## How the geometric phase of HO$_2$ responds to a change of gauge, energy, mass, loop and spin-orbit coupling

How does a vibrational level of HO$_2$ move when one ingredient of the geometric-phase problem is altered? The vector potential of Mead and Truhlar (1979) gives the sign by inspection, and a two-well model gives the size.

### Seams and vector potential

Freeze the O–O distance and place H at $(x,y)$, with $x$ along O–O from its midpoint. The lowest $^2A''$ surface has minima $a$ and $b$, with H on one oxygen or the other. On the $C_{2v}$ line $x=0$ the lowest state is $^2A_2$ at short range and $^2B_1$ at long range. Both are odd under reflection in the molecular plane, while $A_2$ is even and $B_1$ odd under $C_2$. On the axis $y=0$ it is $^2\Pi$ at short range and $^2\Sigma^-$ at long range. Each crossing is a conical intersection and becomes a seam as the O–O distance varies.

Near the $C_{2v}$ seam, in the basis $(B_1,A_2)$, $H_{el}=-\Delta(\cos\phi\,\sigma_z+\sin\phi\,\sigma_x)$ up to a scalar. Here $\Delta$ is the half-gap, $\phi=0$ on the outer ray, $\phi=\pi$ on the inner ray, and exchange of the oxygens sends $\phi\to-\phi$. The real lower state $\chi=\cos\frac{\phi}{2}|B_1\rangle+\sin\frac{\phi}{2}|A_2\rangle$ changes sign in one circuit. For odd $n$, $\tilde\chi=e^{in\phi/2}\chi$ is single-valued, and projecting on it gives, for a path mass $M$,

$$H=\frac{(\mathbf p-\mathbf A)^2}{2M}+V,\qquad \mathbf A=i\hbar\langle\tilde\chi|\nabla\tilde\chi\rangle=-\frac{n\hbar}{2}\nabla\phi ,$$

because $\langle\chi|\nabla\chi\rangle=0$ for a real normalized state. $V$ includes the gauge-invariant diagonal correction, which is $\hbar^2/8M\rho^2$ at distance $\rho$ from the apex of a circular cone. $\mathbf A$ is curl-free off the seam, and $\Phi=\oint\mathbf A\cdot d\mathbf l=-n\pi\hbar$. Writing the single-valued nuclear function as $\tilde\psi=e^{-in\phi/2}\psi$ gives $(\mathbf p-\mathbf A)\tilde\psi=e^{-in\phi/2}\mathbf p\,\psi$, so every odd $n$ has the spectrum of $\mathbf A=0$ with antiperiodic $\psi$.

### The level to be followed

Wells $a$ and $b$ communicate through the inner ray with amplitude $t_{in}>0$ and through the outer ray with $t_{out}>0$. Each hop carries the phase $\int\mathbf A\cdot d\mathbf l/\hbar$, and the two phases differ by $\Phi/\hbar$. With a well offset $2\epsilon$,

$$E_\pm=E_0\pm\sqrt{\epsilon^2+t_{in}^2+t_{out}^2+2t_{in}t_{out}\cos(\Phi/\hbar)} .$$

For two spinless $^{16}$O nuclei and $N=0$ (angular momentum apart from spin), the vibronic function must be even under $C_2$, hence $A_2$. Then $\psi\cos\frac{\phi}{2}$ is odd, so $\psi$ is odd about the outer ray and, being antiperiodic, even about the inner ray. Its energy is $E_0-t_{in}+t_{out}$. A calculation that ignores the phase and takes its symmetry from the $B_1$ asymptote uses a periodic odd $\psi$, with nodes on both rays and energy $E_0+t_{in}+t_{out}$. The phase shifts the allowed level by

$$\delta=-2t_{in}.$$

The doublet spacing, blind to labels, changes only from $2(t_{in}+t_{out})$ to $2|t_{in}-t_{out}|$.

Semiclassically $t=(\hbar\omega_w/2\pi)e^{-S}$, with $S$ the barrier action in units of $\hbar$. Take as approximate inputs a bend $\hbar\omega_w=1400$ cm$^{-1}$, an inner barrier $V_{in}=13000$ cm$^{-1}$ and the H + O$_2$ plateau $V_{out}=19000$ cm$^{-1}$. As illustrative inputs take a parabolic inner top with $\hbar\omega_b=2000$ cm$^{-1}$ and a flat outer path of length $L=2.0$ Å. With masses 1.008, 2.014, 15.995 and 17.999 u for H, D, $^{16}$O and $^{18}$O, the H–O$_2$ reduced mass is $M=0.977$ u, and $\hbar^2/(2\,\mathrm{u\,Å^2})=16.86$ cm$^{-1}$. For a reference level at $E=11000$ cm$^{-1}$ with all its energy in the path coordinate,

$$S_{in}=\frac{\pi(V_{in}-E)}{\hbar\omega_b}=3.14,\qquad S_{out}=2.0\sqrt{\frac{0.977\times 8000}{16.86}}=43.1 ,$$

so $t_{in}=9.6$ cm$^{-1}$, $t_{out}\approx4\times10^{-17}$ cm$^{-1}$ and $\delta=-19$ cm$^{-1}$.

### Six changes

**Gauge integer.** Going from $n=1$ to $n=3$ multiplies $\tilde\psi$ by the single-valued factor $e^{-i\phi}$, so nothing should move. Indeed $\cos(\Phi/\hbar)=-1$ for both. An even $n$ is different physics: with the asymptotic symmetry kept, the allowed level rises by 19 cm$^{-1}$, while the spacing grows by only $4t_{out}\approx2\times10^{-16}$ cm$^{-1}$.

**One bend quantum less.** The flux does not depend on energy, so $\delta$ stays negative and must shrink as the barrier thickens. At $E=9600$ cm$^{-1}$, $S_{in}=5.34$, the factor is $e^{-\pi\,1400/2000}=0.11$, and $\delta=-2.1$ cm$^{-1}$. A barrier that flattens into wells is wider than its parabola. For a $\cos^2$ shape of equal height and curvature the action gains the fraction $(V_{in}-E)/8V_{in}$, here 0.17 in $S_{in}$, so the drop is somewhat steeper.

**H replaced by D.** $\mathbf A$ contains no mass, so the sign holds. At fixed $E$ both frequencies fall as $M^{-1/2}$ and the action rises as $M^{1/2}$. With $M_D=1.895$ u the scale factor is $s=1.39$, $S_{in}=4.38$, and $\delta=-(\hbar\omega_w/\pi s)e^{-\pi s}=-4.0$ cm$^{-1}$. The neglected rocking of O$_2$ adds the fraction $MR^2/I$ to the inverse mass of angular motion. For the approximate values $R=1.3$ Å from H to the midpoint and $I=8.0\times1.33^2$ u Å$^2$, it is 0.12 for H and 0.23 for D, which gives $s=1.33$ and $\delta\approx-5$ cm$^{-1}$. The reduction is thus about four- to fivefold.

**One $^{16}$O replaced by $^{18}$O.** The clamped-nucleus Hamiltonian is unchanged, so seam and flux survive. The oxygens are now distinguishable, both members occur at $N=0$, and no label is left for the phase to swap. Only interference of the two paths remains, which requires $t_{out}$. Expanding $E_-$ for $t_{out}\ll t_{in}$, the phase raises the lower level by $2t_{in}t_{out}/\sqrt{\epsilon^2+t_{in}^2}$. The zero-point energy of a typical 3500 cm$^{-1}$ O–H stretch, scaled by diatomic reduced masses, gives $2\epsilon=5.8$ cm$^{-1}$ and a rise of $1.9\,t_{out}$. The excited bend alters $\epsilon$, but the rise never exceeds $2t_{out}\approx9\times10^{-17}$ cm$^{-1}$. The effect changes sign and vanishes in practice.

**Loop widened to take in a linear seam.** Let $y$ take both signs, so that each bent shape appears twice. Under $y\to-y$ the $\Sigma^-$ state is odd and the $A''$ component of $\Pi$ is even. Their coupling is therefore odd in $y$, and each linear crossing also carries an odd multiple of $\pi\hbar$. Fluxes add. A loop around the $C_{2v}$ crossing and one linear crossing holds $-(n_1+n_2)\pi\hbar$ with $n_1+n_2$ even, so $\psi$ is periodic. A wide orbit of H encloses four crossings and is periodic too, as the single-valued O$_2(^3\Sigma_g^-)$ asymptote requires. The size is clearest on a barrier-free ring of radius $\rho$, with levels $B(m+n/2)^2$, $m$ integer, $B=\hbar^2/2M\rho^2$. For an illustrative $\rho=0.5$ Å, $B=69$ cm$^{-1}$, and the lowest level falls from the pair at $B/4=17$ cm$^{-1}$ to a single level at zero. The diagonal correction on a circular cone is also $B/4$. It cancels only if $V$ is held fixed in the comparison.

**Spin-orbit coupling switched on.** Two $A''$ states couple only through the orbital angular momentum normal to the plane. Within this pair the spin projection $\pm\frac12$ on that normal is conserved, and $H_{el}$ gains $\pm\lambda\sigma_y$. The seam is gapped, the flux spreads over a finite area, and a loop encloses less of it. Half the solid angle swept by the state vector gives, for constant $\Delta$,

$$|\Phi|=\pi\hbar(1-\eta),\qquad \eta=\frac{\lambda}{\sqrt{\lambda^2+\Delta^2}},$$

with opposite signs for the two spins. The field now has a curl, and the equivalence to antiperiodic functions with $\mathbf A=0$ is only approximate. Illustrative values $\lambda=50$ and $\Delta=5000$ cm$^{-1}$ give $\eta=0.010$. On the free ring the pair becomes $B(1\mp\eta)^2/4$, split by $B\eta=0.69$ cm$^{-1}$, each level a Kramers doublet. The surface itself drops by $\lambda^2/2\Delta=0.25$ cm$^{-1}$, equally for both. In the two-well case the spacing widens by $2t_{out}(1-\cos\pi\eta)$, with $1-\cos\pi\eta=5\times10^{-4}$, and $\delta$ is untouched in practice.

| Change | Flux (mod $2\pi\hbar$) | Model effect of the phase (cm$^{-1}$) |
|---|---|---|
| reference, or $n=3$ | $\pi\hbar$ | $-19$ |
| $E$ lower by 1400 cm$^{-1}$ | $\pi\hbar$ | $-2.1$ |
| DO$_2$ | $\pi\hbar$ | $-4.0$ to $-5$ |
| H$^{16}$O$^{18}$O | $\pi\hbar$ | at most $+9\times10^{-17}$ |
| two seams enclosed | $0$ | none |
| spin-orbit | $\pm\pi\hbar(1-\eta)$ | $-19$ |

These numbers belong to the one-dimensional model, not to the radical. Real levels near 11000 cm$^{-1}$ share their energy among three modes, and as typical knowledge most have exchange splittings one or more orders of magnitude below the model's 19 cm$^{-1}$. The structure is robust. For bound HO$_2$ the loop around the $C_{2v}$ seam is closed only by the negligible $t_{out}$, so the phase acts by deciding which member of each doublet the oxygen statistics admit. The two paths can compete only near and above the H + O$_2$ threshold.